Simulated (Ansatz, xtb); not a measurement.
C3H11BGe: which of two isomers lies lower

Structure X is `BCC[CH2][GeH3]`, a singlet and structure Y is `B[C@@H]([GeH3])CC`, a singlet. Both are isolated molecules in the gas phase, relaxed with B3LYP-D3(BJ)/def2-SVP; each stands in its lowest conformer found.

Quicker runs give these differences E(Y) − E(X): GFN2-xTB −10.7 kJ/mol; HF/STO-3G −17.1 kJ/mol (at GFN2-xTB geometries); r2SCAN-D4/def2-SVP −27.1 kJ/mol (at GFN2-xTB geometries).

Question: Estimate E(Y) − E(X) at the level CCSD(T)/def2-SVP + ΔMP2/def2-TZVPP.

Answer: Calculated at CCSD(T)/def2-SVP + ΔMP2/def2-TZVPP: E(Y) − E(X) = −28.6 kJ/mol, so structure Y lies lower.

Level by level:

| level | geometry | E(Y) − E(X) (kJ/mol) | departure from the last row (kJ/mol) | job, with rough time for the two |
| --- | --- | --- | --- | --- |
| GFN2-xTB | GFN2-xTB | −10.7 | +17.9 | optimisation, 0.24 s |
| HF/STO-3G | GFN2-xTB | −17.1 | +11.5 | single point, 0.44 s |
| r2SCAN-D4/def2-SVP | GFN2-xTB | −27.1 | +1.4 | single point, 3.3 s |
| B3LYP-D3(BJ)/def2-SVP | B3LYP-D3(BJ)/def2-SVP | −23.9 | +4.7 | optimisation, 72 s |
| HF/def2-SVP | B3LYP-D3(BJ)/def2-SVP | −15.8 | +12.7 | part of the CCSD(T) run |
| MP2/def2-SVP | B3LYP-D3(BJ)/def2-SVP | −28.3 | +0.3 | part of the CCSD(T) run |
| CCSD(T)/def2-SVP | B3LYP-D3(BJ)/def2-SVP | −26.8 | +1.8 | single point |
| CCSD(T)/def2-SVP + ΔMP2/def2-TZVPP | B3LYP-D3(BJ)/def2-SVP | −28.6 |  | single point, 48 s |

As drawn, both hold the same kinds of bond in the same numbers. Structure X has 0 methyl groups, Y 1.

None of the levels shown reverses the order. The largest departure from CCSD(T)/def2-SVP + ΔMP2/def2-TZVPP is that of GFN2-xTB, 17.9 kJ/mol. The last row adds to CCSD(T) the change of the MP2 difference between the two basis sets, here −1.8 kJ/mol.

With thermal terms from frequencies at re-optimised GFN2-xTB minima (ideal gas, soft modes damped towards free rotors, one conformer each, 298.15 K, 1 atm): on the last row, ΔE + ΔZPE = −27.4, ΔH = −27.0, ΔG = −27.3 kJ/mol.

The correlated steps freeze 13 core orbitals; the filled d shell of Ge is correlated, in a basis made for valence electrons. Mirror images aren't counted in ΔG. Codes used: Ansatz 0.2.0, xtb 6.7.1; the last row on 2 threads of Intel(R) Xeon(R) 6975P-C (Granite Rapids) on a shared host.

The branched isomer Y, with boron and germanium on the same carbon, is favoured at every level, and thermal terms barely alter the preference: ΔG is −27.3 kJ/mol. Since the formal bond types balance, the difference must come from how the groups interact. The likely main cause is hyperconjugation: in Y the polarisable, high-lying C–Ge σ bond sits next to boron and can donate into its empty p orbital, whereas in X the carbon bound to boron offers only C–H and C–C bonds. No orbital or charge analysis separates this from the general stabilisation by branching.

Hartree–Fock already favours Y, but in the same basis and at the same geometries the preference grows from −15.8 to −26.8 kJ/mol with CCSD(T). Electron correlation therefore strengthens the preference rather than creating it, probably through attraction between the closely spaced groups around the branched carbon. The order applies to the free monomers; boranes with B–H bonds readily dimerise through hydrogen bridges, where crowding at the substituted carbon could weigh against Y.
